One-shot G0W0 on HSE06 for Si3Ge (ordered alloy on diamond lattice, R3m, 4-atom cell) with Ansatz 0.2.0: PAW, r2SCAN geometry, plane-wave cutoff 420 eV, 4×4×4 k mesh, 454 empty bands, screening cutoff 180 eV, no spin polarisation. Band v1 is the highest filled and c1 the lowest empty; Kohn–Sham and quasiparticle levels are each measured from their own valence top.

```
band  a (fraction of the reciprocal vector)  b (fraction of the reciprocal vector)  c (fraction of the reciprocal vector)  kohn sham level (eV)  quasiparticle level (eV)  exchange less vxc (eV)  correlation (eV)
  v2                                      0                                      0                                      0                -0.004                    -0.020                  -1.203             0.867
  v1                                      0                                      0                                      0                 0.000                     0.000                  -0.939             0.619
  c1                                      0                                      0                                      0                 1.853                     2.034                   3.937            -4.076
  c2                                      0                                      0                                      0                 3.230                     3.402                   4.012            -4.160
  v2                                      0                                      0                                   -0.5                -2.597                    -2.505                  -1.944             1.716
  v1                                      0                                      0                                   -0.5                -2.386                    -2.324                  -1.864             1.606
  c1                                      0                                      0                                   -0.5                 1.946                     2.088                   3.862            -4.040
  c2                                      0                                      0                                   -0.5                 2.338                     2.458                   3.830            -4.030
  v2                                      0                                   0.25                                   0.25                -0.858                    -0.845                  -1.365             1.059
  v1                                      0                                   0.25                                   0.25                -0.845                    -0.817                  -1.171             0.879
  c1                                      0                                   0.25                                   0.25                 2.118                     2.252                   3.849            -4.035
  c2                                      0                                   0.25                                   0.25                 2.411                     2.576                   3.877            -4.031
  v2                                      0                                   -0.5                                   -0.5                -1.385                    -1.353                  -1.562             1.273
  v1                                      0                                   -0.5                                   -0.5                -1.362                    -1.319                  -1.369             1.092
  c1                                      0                                   -0.5                                   -0.5                 1.176                     1.314                   3.563            -3.746
  c2                                      0                                   -0.5                                   -0.5                 1.337                     1.471                   3.629            -3.815
  v2                                   0.25                                   0.25                                   0.25                -0.311                    -0.314                  -1.263             0.939
  v1                                   0.25                                   0.25                                   0.25                -0.311                    -0.314                  -1.263             0.939
  c1                                   0.25                                   0.25                                   0.25                 2.020                     2.195                   3.964            -4.109
  c2                                   0.25                                   0.25                                   0.25                 2.994                     3.167                   4.183            -4.329
  v2                                   0.25                                   0.25                                   -0.5                -2.085                    -2.019                  -1.562             1.309
  v1                                   0.25                                   0.25                                   -0.5                -1.489                    -1.456                  -1.590             1.303
  c1                                   0.25                                   0.25                                   -0.5                 1.672                     1.819                   3.619            -3.793
  c2                                   0.25                                   0.25                                   -0.5                 3.075                     3.213                   4.106            -4.288
```

The two columns called exchange less vxc and correlation hold energies of up to about 4 eV, yet the levels they correct hardly move. The highest filled state v1 at (0, 0, 0) is the zero of both level columns. Measured from there, the lowest empty state, c1 at (0, −0.5, −0.5), lies at 1.176 eV in the starting HSE06 calculation and at 1.314 eV after the G0W0 correction. The gap on this mesh thus grows by about 0.14 eV, the small remainder of two large, opposite effects.

G0W0 takes away the exchange-correlation potential of HSE06, called vxc, and puts two terms in its place. One is the full, unscreened exchange with all filled states; the other, correlation, describes how the remaining electrons respond. The first column is the exchange after vxc has been subtracted. For every state

quasiparticle level = Kohn–Sham level + exchange less vxc + correlation + 0.320 eV,

where the Kohn–Sham level is the HSE06 one and the constant, 0.939 − 0.619 eV, brings v1 at (0, 0, 0) back to zero.

The signs in the two columns follow one rule without exception: exchange less vxc is negative for filled states and positive for empty ones, and correlation is the reverse. Exchange lowers an electron that shares space with others of its own spin, and a filled state does this more fully than an empty one. Most of vxc is a potential that depends only on the place in the crystal, not on whether a state is filled, so the contrast remains when it is subtracted, and exchange alone would pull the two groups apart. It describes an electron added to, or taken from, a crystal whose other electrons stand still.

In the real crystal they don't stand still. Around an added electron the bonds polarise and lower its energy, so the empty levels come down. Around a hole they polarise too, which makes the removal of an electron cheaper, so the filled levels come up. Silicon and germanium polarise easily, and this response takes back most of what bare exchange has opened.

The lowest empty state shows the balance. Measured against the valence top, exchange less vxc pushes it up by 4.502 eV and correlation pulls it down by 4.365 eV. The remainder is small because of the starting point as well: HSE06 already contains a portion of exchange at short range, which imitates the screened interaction and widens the gap beforehand. G0W0 only has to correct the difference between that imitation and the computed screening.

The same balance explains why the empty levels move almost as a block. Exchange less vxc varies among them by 0.62 eV, but correlation varies by nearly as much in the opposite direction. All twelve rise by between 0.12 and 0.18 eV. The differences within this range are too small to be explained with confidence, since calculations at these settings typically fall short of the basis-limit gap by 6 to 9 %, here about 0.1 eV.

The irregular rows lie among the filled states. At (0, 0, 0) the HSE06 levels v1 and v2 are only 4 meV apart, as close relatives should be: in pure silicon or germanium the states at the valence top are equivalent by symmetry, apart from spin-orbit coupling, and the ordering of the alloy disturbs this only weakly. Yet their values of exchange less vxc differ by 0.264 eV. Correlation differs by 0.248 eV the other way, so the two levels stay close together.

How much of such a difference should survive can be estimated from the dielectric constant ε, the factor by which the crystal weakens a slowly varying electric field. If the difference in exchange comes from the long-range part of the interaction, screening divides it by ε. The same run gives a mean ε of 13.4, which was not adjusted to these levels. The splitting should then grow by

0.264 eV / 13.4 = 0.020 eV,

and the table gives 0.016 eV. The close pairs at (0, 0.25, 0.25) and (0, −0.5, −0.5) agree with the estimate to within a few meV as well, as the printed analysis after this text shows.

The simple division probably works here because v1 and v2 have nearly the same energy and are both filled, so that vxc and the short-range response are almost equal for the two and drop out of the difference. Across the gap this is no longer so. There the division predicts an opening of 0.34 eV, more than twice the computed one. The column also contains vxc, which screening does not divide and whose average differs between filled and empty states, because they are spread differently over the crystal. Besides, an electron and a hole are screened differently at short range, and the response depends on the energy of the state, neither of which a single ε can describe.

Why exchange should tell such similar states apart at all is less certain. The probable culprit is the k mesh. The cell is long along its stacking axis, so a mesh with equal divisions samples the directions in the crystal unequally, and long-range exchange depends on direction. A state with its lobes along the axis can then receive a different exchange energy from one with its lobes across it. Both kinds occur at (0, 0, 0): in the full list of HSE06 levels v2 has an exact partner and v1 has none, so v2 belongs to the pair across the axis and v1 is the single state along it. The computed dielectric constant hints at the same fault: it is over a fifth smaller along the axis than across it, although the lattice has almost exactly the shape of cubic diamond. The mean ε used above is therefore itself only rough. The equal rows v1 and v2 at (0.25, 0.25, 0.25) cannot test this explanation: that point lies on the axis, and symmetry makes the two states exact partners, which must stay equal whatever the cause.

The growth of the splitting at the valence top from 4 to 20 meV should therefore not be taken as a property of Si3Ge. It has the size expected from the screened remainder of a difference that is probably numerical. Spin-orbit coupling, which the calculation leaves out, would also split these states by more than that and rearrange them.

The deepest filled state in the table, v2 at (0, 0, −0.5), shows the balance tipping slightly the other way. Compared with the valence top, exchange less vxc lowers it by 1.005 eV, but correlation raises it by 1.097 eV, and the level moves up by 0.09 eV. The lower filled states tend to share this rise, so the upper part of the valence band, which the table covers, becomes a little narrower. A plausible reason is that the fixed portion of exchange in HSE06 stretches the band somewhat too far, but a shift of this size is no larger than the basis error of the gap.

For work with this ordered crystal, a practical rule follows. Raising all empty HSE06 levels by 0.15 eV and leaving the filled ones in place reproduces every empty level in the table to about 0.03 eV and every filled one to better than 0.1 eV. The rule carries over the limits of the calculation. The expected shortfall of the gap, about 0.1 eV, is not much smaller than the shift itself. The gap is also read only at mesh points, whereas the conduction minimum of silicon-rich alloys is known to lie between such points. The rule suits a rough estimate of the gap or of the band shape, but not the fine structure of the valence top, which needs spin-orbit coupling and a denser mesh.

The analysis program printed:

```
mean dielectric constant: 13.39
rise of the gap from HSE06 to G0W0, eV: 0.138
part of exchange less vxc in the gap rise, eV: 4.502
part of correlation in the gap rise, eV: -4.365
gap rise if exchange were just divided by the dielectric constant, eV: 0.3361
smallest rise of an empty level, eV: 0.12
largest rise of an empty level, eV: 0.181
mean rise of the empty levels, eV: 0.1516
lowest shift of a filled level, eV: -0.016
highest shift of a filled level, eV: 0.092
spread of exchange less vxc over the empty levels, eV: 0.62
spread of correlation over the empty levels, eV: 0.583
deepest printed level against valence top, exchange less vxc, eV: -1.005
deepest printed level against valence top, correlation, eV: 1.097
deepest printed level, shift if exchange were just divided by the dielectric constant, eV: -0.07503
pair v1 less v2 at (0, 0, 0), exchange less vxc, eV: 0.264
pair v1 less v2 at (0, 0, 0), correlation, eV: -0.248
pair at (0, 0, 0), growth of the splitting, eV: 0.016
pair at (0, 0, 0), growth estimated by screening, eV: 0.01971
pair v1 less v2 at (0, 0.25, 0.25), exchange less vxc, eV: 0.194
pair v1 less v2 at (0, 0.25, 0.25), correlation, eV: -0.18
pair at (0, 0.25, 0.25), growth of the splitting, eV: 0.015
pair at (0, 0.25, 0.25), growth estimated by screening, eV: 0.01448
pair v1 less v2 at (0, -0.5, -0.5), exchange less vxc, eV: 0.193
pair v1 less v2 at (0, -0.5, -0.5), correlation, eV: -0.181
pair at (0, -0.5, -0.5), growth of the splitting, eV: 0.011
pair at (0, -0.5, -0.5), growth estimated by screening, eV: 0.01441
```
